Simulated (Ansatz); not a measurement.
## A series in volume scale on YScO2

All results are calculated (Ansatz 0.2.0). Free energy against uniform scaling of the volume at fixed shape and fractions; periodic cell, basis, potentials, k mesh and filling as listed.

The cell before it is scaled or strained (space group R-3m, No. 166):
```
CELL_PARAMETERS angstrom
1.79920 1.03880 6.15220
-1.79920 1.03880 6.15220
0.00000 -2.07760 6.15220
ATOMIC_POSITIONS crystal
Y 0.50000 0.50000 0.50000
Sc 0.00000 0.00000 0.00000
O 0.10998 0.10998 0.10998
O 0.89002 0.89002 0.89002
```

Settings of every row: functional PBEsol; dispersion D3(BJ)+ATM; potentials PAW; wave cutoff 476.2 eV; density cutoff 1904.8 eV; k mesh 8x8x8; k shift 0x0x0; occupations cold; smearing width 0.1 eV; spin none.

Limits: coarse k mesh, up to 40 meV an atom off; minimum outside the range; the cell comes from a prototype or a list of computed structures and needn't be the stable phase.

```csv
row,volume scale,V (Å³/atom),energy above lowest point (meV/atom)
1,0.9406,16.223,0
2,0.9703,16.736,9.9
3,1,17.248,?
4,1.0297,17.76,60.8
5,1.0594,18.272,98.8
```

Question: what energy above lowest point should row 3 give?

Worked fit of energy above lowest point. Take u = (V_r/V)^(2/3) − 1 with V_r = 17.248 Å³ an atom, which is twice the finite (Eulerian) strain; such expansions in the strain, on which the Birch-Murnaghan equation of state is built, carry the rest volume and the bulk modulus. The shown rows have u = 0.04169, 0.02029, -0.01931, -0.03772. Least squares give energy above lowest point = 30.71 − 1297.8 × u + 13459 × u² meV/atom; a straight line predicts inner rows, each left out in turn, worse (root mean square 12 against 0.037 meV/atom). All shown rows lie on it to the printed digit. The withheld row has u = 0, so the fit gives 30.71 − 1297.8 × (0) + 13459 × (0)² = 30.7 meV/atom.

The calculation gave 30.7 meV/atom. The fit meets it to the printed digit.
